APPENDIX: SPACE-CHARGE-LIMITED CURRENT WITH DISTRIBUTED TRAPS

A1. Premises and conventions

An undoped layer of thickness L and permittivity ε = εrε0 lies between two n⁺ contacts, the cathode at x = 0 and the anode at x = L. The elementary charge is e > 0, F(x) is the field component that pushes electrons towards +x, and J > 0 is e times the electron flux in that direction. Energies are in eV, lengths in nm, densities in cm⁻³ (1 nm⁻³ = 10²¹ cm⁻³).

(P1) Only electrons move, in states above the mobility edge Ec, with density n = Nc exp[−(Ec − EF)/kT] and a mobility μ independent of field and position. EF(x) is the quasi-Fermi level.
(P2) The current is steady, and the gap states, of density g(E) per volume and energy, are in local equilibrium with the band: their occupation is f = 1/{1 + exp[(E − EF)/kT]}, degeneracy factors being absorbed in E. The layer is homogeneous.
(P3) Diffusion is neglected: J = eμnF, the same at all x.
(P4) The cathode is an unlimited reservoir: F(0) = 0, hence n(0) → ∞.

By P1 and P2 the excess electron number density is a function of n alone,

ρ(n) = nt(n) − nt0 + n − n0,  nt = ∫ g(E) f dE,  (1)

where nt0 and n0 belong to the neutral material with Fermi level EF0. It vanishes at n0 and increases strictly with n. Poisson's equation and the applied voltage are

ε dF/dx = eρ,  V = ∫₀ᴸ F dx.  (2)

Equal contacts leave no built-in voltage.

A2. Exponential distribution

Let g(E) = (Nt/kTt) exp[−(Ec − E)/kTt] and l = Tt/T. With s = exp[(E − EF)/kT], dE = kT ds/s and g = (Nt/kTt) exp[−(Ec − EF)/kTt] s^(1/l), so that

nt = Nt (n/Nc)^(1/l) (1/l) ∫₀^∞ s^(1/l − 1)/(1 + s) ds = N* (n/Nc)^(1/l),  N* = Nt (π/l)/sin(π/l).  (3)

The integral is Euler's beta function B(1/l, 1 − 1/l) = π/sin(π/l), finite only for l > 1. The upper limit was moved from s = Nc/n (E = Ec) to infinity, which adds about (n/Nc)^((l−1)/l)/(l − 1) to the factor (π/l)/sin(π/l). A step-function occupation gives N* = Nt; the thermal factor is 1.571, 1.209 and 1.069 for l = 2, 3 and 5.

Take nt ≫ nt0 and nt ≫ n, so that ρ = nt. Insert n = J/(eμF) from P3 into (3) and (2):

F^(1/l) dF/dx = (eN*/ε) [J/(eμNc)]^(1/l).

The left side is [l/(l+1)] d/dx F^((l+1)/l) and the right side is constant. With F(0) = 0,

F^((l+1)/l) = [(l+1)/l] (eN*/ε) [J/(eμNc)]^(1/l) x,  so  F = F_L (x/L)^(l/(l+1)).  (4)

Integration over x gives V = F_L L (l+1)/(2l+1). Raising (4) at x = L to the power l gives F_L^(l+1) = [(l+1)eN*L/(lε)]^l J/(eμNc). Solving for J and eliminating F_L,

J = eμNc [εl/(eN*(l+1))]^l [(2l+1)/(l+1)]^(l+1) V^(l+1)/L^(2l+1).  (5)

This is the law of Mark and Helfrich (1962), usually written with Nt for N*, which is exact only as T/Tt → 0; for l = 3 the thermal factor lowers J by 1.209³ = 1.77. The power V^(l+1) goes back to Rose (1955). For ρ = n/θ, formally l = 1 and N* = Nc/θ, (5) becomes the Mott–Gurney law J = (9/8)θεμV²/L³.

The profiles follow from (4): n ∝ x^(−l/(l+1)), nt ∝ x^(−1/(l+1)), and

EF(x) = EF(L) + [kTt/(l+1)] ln(L/x),  nt(L) = κ2 εV/(eL²),  κ2 = l(2l+1)/(l+1)².  (6)

The second relation is (ε/e) dF/dx at x = L, namely (ε/e)[l/(l+1)]F_L/L. The trapped density at the anode is fixed by electrostatics; the traps decide only how high EF must rise to hold it: Ec − EF(L) = kTt ln[N*/nt(L)].

A3. Scaling law for any distribution

From P3, dF = −J dn/(eμn²). From (2), dx = ε dF/(eρ) and dV = F dx. Integrating from the cathode (n = ∞) to the anode (n = n_L),

L/J = A(n_L) = (ε/e²μ) ∫ dn/(n²ρ),  V/J² = B(n_L) = (ε/e³μ²) ∫ dn/(n³ρ),  (7)

both from n_L to ∞. They converge at the upper limit because ρ increases, and A diverges as n_L → n0, so every J > 0 has one n_L > n0. A and B contain only material properties and T. Therefore J/L = 1/A(n_L) and V/L² = B/A², and elimination of n_L gives

J/L = f(V/L²).  (8)

Equation (5) conforms, since V^(l+1)/L^(2l+1) = L (V/L²)^(l+1), and so does Ohm's law, with f linear. Films of different thickness must fall on one curve of J/L against V/L²; a current fixed by a contact barrier and the mean field would instead be a function of V/L. The proof survives a fixed finite density at the cathode (it replaces the upper limit in (7)), a mobility depending on n, and any occupation statistics that leave ρ a rising function of n, those of amphoteric dangling bonds included. It fails for a field-dependent mobility or occupation, for graded composition, and when diffusion counts.

A4. Exact inversion at the anode

Vary J at fixed L and T, and define γ = d ln V/d ln J and γ′ = dγ/d ln J. Differentiating (7) with respect to the lower limit,

dA = −ε dn_L/(e²μ n_L² ρ_L) = −(L/J) d ln J,  dB = dA/(eμn_L) = −(V/J²)(2 − γ) d ln J.

The ratio of the two, with J = eμn_L F_L, gives

n_L = JL/(κ1 eμV),  F_L = κ1 V/L,  κ1 = 2 − γ.  (9)

The first relation alone gives eρ_L = εJ (d ln n_L/d ln J)/(eμn_L L) = κ1 (εV/L²) d ln n_L/d ln J, and (9) gives d ln n_L/d ln J = 1 − γ + γ′/(2 − γ). Hence

ρ_L = κ2 εV/(eL²),  κ2 = (2 − γ)(1 − γ) + γ′.  (10)

For (5), γ = 1/(l+1) and γ′ = 0, which returns κ1 = (2l+1)/(l+1) and the κ2 of (6). Equations (9) and (10) are the basis of the differential method of Nešpůrek and Sworakowski (1980).

Bounds. Since ρ > 0, F rises with x, so V < F_L L and κ1 > 1. As F rises, n and ρ fall, so F(x) is strictly concave. A concave function with F(0) ≥ 0 lies above the line F_L x/L, so V > F_L L/2 and κ1 < 2. Thus

1 < κ1 < 2,  0 < γ < 1,  0 < κ2 < κ1,  (11)

the last because the slope of a concave F at L is below its mean slope, which is at most F_L/L. Since γ > 0, V/L² rises with J/L and f in (8) is single-valued. By Gauss's law and P4 the injected charge per area is εF_L = κ1 εV/L, between one and two times the geometric capacitor charge.

A5. The step formula and its factor κ

Where n ≪ nt, (1) gives

dρ/dEF = g̃(EF) = ∫ g(E) (−∂f/∂E) dE,  (12)

the density of states smoothed over a few kT; no isothermal J(V) curve contains more. For the exponential, (3) gives g̃ = nt/kTt = g(EF)(π/l)/sin(π/l). From P1, (9) and (10), two points (V1, J1) and (V2, J2) give exactly

ΔEF(L) = kT ln[J2V1κ1(1)/(J1V2κ1(2))],  ⟨g̃⟩ = ε[κ2(2)V2 − κ2(1)V1]/(eL²ΔEF(L)),  (13)

where ⟨g̃⟩ is the mean over the step. The step method of den Boer (1981) drops the change of κ1 and lumps the rest in one factor:

g̃(EF) = κ εΔV/(eL²ΔEF),  ΔEF = kT ln(J2V1/J1V2).  (14)

With ΔEF in eV, g̃ is per eV. For a small step the apparent shift is kT(1 − γ) d ln J and the true one is kT(κ2/κ1) d ln J, while dρ_L = ε d(κ2V)/(eL²). Equation (14) is therefore exact with

κ = (κ1/κ2)(1 − γ)(κ2 + dκ2/d ln V).  (15)

The common statement 1 < κ < 2 is rigorous for κ1, which one would use if the injected charge were spread evenly. The κ of (15) refers to the local charge at the anode and must be found case by case. Two solvable cases show its range.

Exponential traps. κ1 and κ2 are constant and κ2 = κ1(1 − γ), so κ = κ2 and (14) holds for a step of any size. It rises towards 2 as l → ∞ and exceeds 1 when l² − l − 1 > 0, that is for l > 1.618.

l = 2: κ1 = 1.67, κ = 1.11, κ sin(π/l)/(π/l) = 0.71
l = 3: κ1 = 1.75, κ = 1.31, κ sin(π/l)/(π/l) = 1.09
l = 5: κ1 = 1.83, κ = 1.53, κ sin(π/l)/(π/l) = 1.43

The last entry is the factor that yields the unsmoothed g.

Uniform traps. For constant g = g0 over many kT around EF, g̃ = g0 and ρ = g0kT u with u = ln(n/n0). Then dn/n = du, and (7) turns into exponential integrals E1(z) = ∫ e^(−t) dt/t from z to ∞: A = εE1(u)/(e²μn0g0kT) and B = εE1(2u)/(e³μ²n0²g0kT), with u taken at the anode. With JΩ = eμn0V/L,

v ≡ εV/(eL²g0kT) = E1(2u)/E1(u)²,  J/JΩ = E1(u)/E1(2u),  κ = d ln(J/JΩ)/dv.  (16)

u = 0.01: v = 0.21, J/JΩ = 1.20, κ = 1.15
u = 0.1: v = 0.37, J/JΩ = 1.49, κ = 1.46
u = 1: v = 1.02, J/JΩ = 4.49, κ = 1.83
u = 3: v = 2.11, J/JΩ = 36.2, κ = 1.94

For large u, E1(z) → e^(−z)/z gives v ≈ u/2 and ln(J/JΩ) ≈ u + ln 2 up to constants and terms in 1/u, so κ → 2 and J ∝ V exp(2v). For small u, E1(u) ≈ λ = −ln u − 0.577 and E1(2u) ≈ λ − ln 2, so κ ≈ λ² ln 2/[(λ − ln 2)(λ − 2 ln 2)], which tends slowly to ln 2 = 0.69. In these two cases 1 < κ < 2 holds for l > 1.618, or once the current is a fifth above ohmic; κ = 2 suits a flat g well above the ohmic range.

The energy to which g̃ belongs follows from (9): Ec − EF(L) = kT ln[κ1 σ0 V/(JL)], with σ0 = eμNc. The magnitude of g̃ needs neither μ nor Nc; its energy scale needs σ0, and a factor 2 in σ0 shifts it by 0.018 eV at 300 K.

A6. Size of the neglected terms

Equilibrium trapped charge. Keep nt0 in the exponential model: ρ = nt0(1 − w)/w with w = (n0/n)^(1/l) and dn/n = −l dw/w. Then (7) gives J/L = e²μn0nt0/(εla) and V/L² = e nt0 b/(εla²), with a = ∫ w^l dw/(1 − w) and b = ∫ w^(2l) dw/(1 − w) from 0 to w_L. To first order a = w^(l+1)[1 + (l+1)w/(l+2)]/(l+1) and b = w^(2l+1)[1 + (2l+1)w/(2l+2)]/(2l+1). Holding b/a² fixed shifts ln w_L by w0[(2l+1)/(2l+2) − 2(l+1)/(l+2)], and J ∝ 1/a becomes

J = J(5) {1 + l(2l+1)w0/[2(l+2)] + …},  w0 = nt0/nt(L),  (17)

with nt(L) from (6).

Diffusion. The full current is J = eμnF − μkT dn/dx. At J = 0 the quasi-Fermi level is flat, so kTt dnt/dx = e nt F, and (2) becomes d² ln nt/dx² = e²nt/(εkTt) when nt0 and n are negligible. Its symmetric solution is nt = nm/cos²[q(x − xm)] with nm = 2q²εkTt/e². For unlimited contacts q = π/L, so the contacts alone put nm = 2π²εkTt/(e²L²) in the middle of the film. The injected density (6) equals this at

V* = 2π²kTt/(eκ2),  (18)

independent of L. Below V* the current is governed by diffused charge.

Above V* a layer of this kind survives at the cathode. The field there is reversed up to a virtual cathode, and the drift solution (4) starts at a distance x0 from the contact. To estimate x0, set the half-width of the cos⁻² profile, xm² = π²εkTt/(2e²nm), with nm equal to the drift value nt(L)(L/xm)^(1/(l+1)):

xm/L = (V*/4V)^((l+1)/(2l+1)).  (19)

The case l = 1 calibrates this. In units that reduce the current equation to FF′ − F″ = 1, one integration gives F′ = F²/2 − x, and F = −2y′/y turns it into y″ = xy/2. The solution y = Ai(x/2^(1/3)) tends to the drift form F = (2x)^(1/2) with origin x = 0, and the unlimited contact sits at the first zero of Ai, so x0 = 2.338 × 2^(1/3) = 2.95. The estimate, xm² = π²/(2F′) with F′ = (2xm)^(−1/2), gives 3.65. The ratio x0/xm = 0.81 is carried over to l > 1 as an approximation. A finite contact density ntc cuts x0 by about ℓc = [2εkTt/(e²ntc)]^(1/2), because near the contact nt ≈ 2εkTt/[e²(x + ℓc)²]. At the anode Ec must fall to its contact position over a width of about [EF,c − EF(L)]/(eF_L), both levels measured from the local Ec; the voltage across it is largely offset by the barrier at the cathode. In (5), L is replaced by a shorter drift length Ld, and J rises by (L/Ld)^(2l+1). The correction depends on V alone rather than on V/L², so it also spoils (8), and it decays only as V^(−(l+1)/(2l+1)).

A7. Range of validity

The scaling law (8), the inversion (9)–(10) and the bounds (11) need P1–P4 only. Equation (5) needs in addition l > 1, an exponential g over the range swept by EF and a few kTt below it, w0 ≪ 1 and n ≪ nt. All results need V ≫ V*; the absolute current needs the much stronger condition (2l+1)x0/L ≪ 1. The field must stay low enough that μ and the occupation do not depend on it. States that are neutral when empty, such as acceptor-like levels, have no Coulomb barrier to lower, whereas centres that are positive when empty see the Poole–Frenkel lowering [e³F/(πε)]^(1/2). Band transport must outweigh hopping in the tail and at EF, which restricts low temperatures; each point must be held for several emission times ν⁻¹exp[(Ec − EF)/kT]; the film must not heat; and hole injection at the anode must be negligible. The method returns g̃ only above EF0, near the anode, with a resolution of a few kT.

A8. Illustration: a-SiGe:H n-i-n structure

Approximate inputs for an alloy with a gap near 1.5 eV: εr = 13.5, μ = 5 cm² V⁻¹ s⁻¹, Nc = 2 × 10²⁰ cm⁻³, Ec − EF0 = 0.70 eV, contact level Ec − EF,c = 0.20 eV, ν = 10¹² s⁻¹. Assumed trap model and geometry: Tt = 900 K, Nt = 5 × 10¹⁸ cm⁻³, L = 1000 nm, T = 300 K. The exponential stands for the gap states between midgap and the steeper band tail, so Nt is an extrapolated parameter. The inputs were chosen to give values typical of such alloys: σ0 = 160 S cm⁻¹, a dark conductivity σ0 exp(−0.70 eV/kT) = 2.8 × 10⁻¹⁰ S cm⁻¹ and g(EF0) = 7.8 × 10¹⁵ cm⁻³ eV⁻¹.

Then kT = 0.02585 eV, kTt = 0.07756 eV, l = 3, N* = 6.05 × 10¹⁸ cm⁻³, κ1 = 7/4 and κ2 = 21/16. At V1 = 10 V the drift model gives εV/(eL²) = 7.46 × 10¹⁵ cm⁻³, nt(L) = 9.79 × 10¹⁵ cm⁻³, Ec − EF(L) = 0.498 eV, n_L = 8.50 × 10¹¹ cm⁻³, F_L = 1.75 × 10⁵ V cm⁻¹ and, from (5), J1 = 0.119 A cm⁻². At V2 = 12 V, J2 = 1.2⁴J1 = 0.247 A cm⁻². Three figures are kept here only to carry out the inversion.

The step formula gives ΔEF = kT ln(1.2³) = 0.01414 eV and εΔV/(eL²) = 1.492 × 10¹⁵ cm⁻³, with ratio 1.055 × 10¹⁷ cm⁻³ eV⁻¹. Multiplied by κ = 21/16 it yields ⟨g̃⟩ = 1.385 × 10¹⁷ cm⁻³ eV⁻¹, between the end values nt(L)/kTt of 1.26 × 10¹⁷ and 1.52 × 10¹⁷. Dividing by 1.209 gives the mean unsmoothed g, 1.15 × 10¹⁷. This recovers the input by construction. The choice κ = 2 without the thermal factor gives 2.11 × 10¹⁷, too high by a factor 1.84.

The neglected terms at 10 V are as follows. Free carriers: n_L/nt(L) = 9 × 10⁻⁵. Truncation of (3): 1 × 10⁻⁶ in relative terms. Equilibrium charge: nt0 = 7.3 × 10¹⁴ cm⁻³ and w0 = 0.074, so (17) with coefficient 2.1 raises J by 16 per cent; the full a and b give a factor 1.16 as well. Diffusion: V* = 1.17 V, xm/L = 0.133 and x0 ≈ 0.11 L. The finite cathode density (ntc = 4.6 × 10¹⁷ cm⁻³) returns ℓc = 16 nm and the anode layer takes 17 nm, so Ld ≈ 0.89 L and J rises by about 0.89⁻⁷ = 2.3. Over the drift region EF varies by only (kTt/4) ln(1/0.11) = 0.04 eV. At zero bias nm = 1.1 × 10¹⁵ cm⁻³ exceeds nt0, so the low-voltage ohmic conductance of this film is set by charge from the contacts and lies above the bulk value. The emission time is 0.24 ms at EF(L) and 0.6 s at EF0. The dissipation is 1.2 W cm⁻², and J changes by about (Ec − EF)/kT² = 0.064 per kelvin, so heat sinking matters. For centres positive when empty the Poole–Frenkel lowering at the anode would be 0.086 eV, several kT, and the model holds only if such centres do not control the charge.

The inversion is less sensitive to diffusion than the current. With x0 ∝ V^(−4/7) and J ∝ V⁴/(L − x0)⁷, the slope d ln J/d ln V falls from 4 to 4 − 4x0/(L − x0) = 3.5, so the apparent l is 2.5, for which κ2 = 1.22. The apparent g̃ = κ2(2.5) εV/(2.5 eL²kT) stands to the true κ2(3) εV/(3 eLd²kT) as (1.22/1.31)(0.89)²(3/2.5) = 0.88, and the energy scale moves by kT ln(1/0.89) = 0.003 eV. The model's current at 10 V is thus about 0.1 A cm⁻² by (5), and two to three times that once diffusion and nt0 are allowed for, while the model's density of states 0.5 eV below Ec, about 1 × 10¹⁷ cm⁻³ eV⁻¹, is recovered by (14) to between 10 and 20 per cent when κ is taken from the local slope.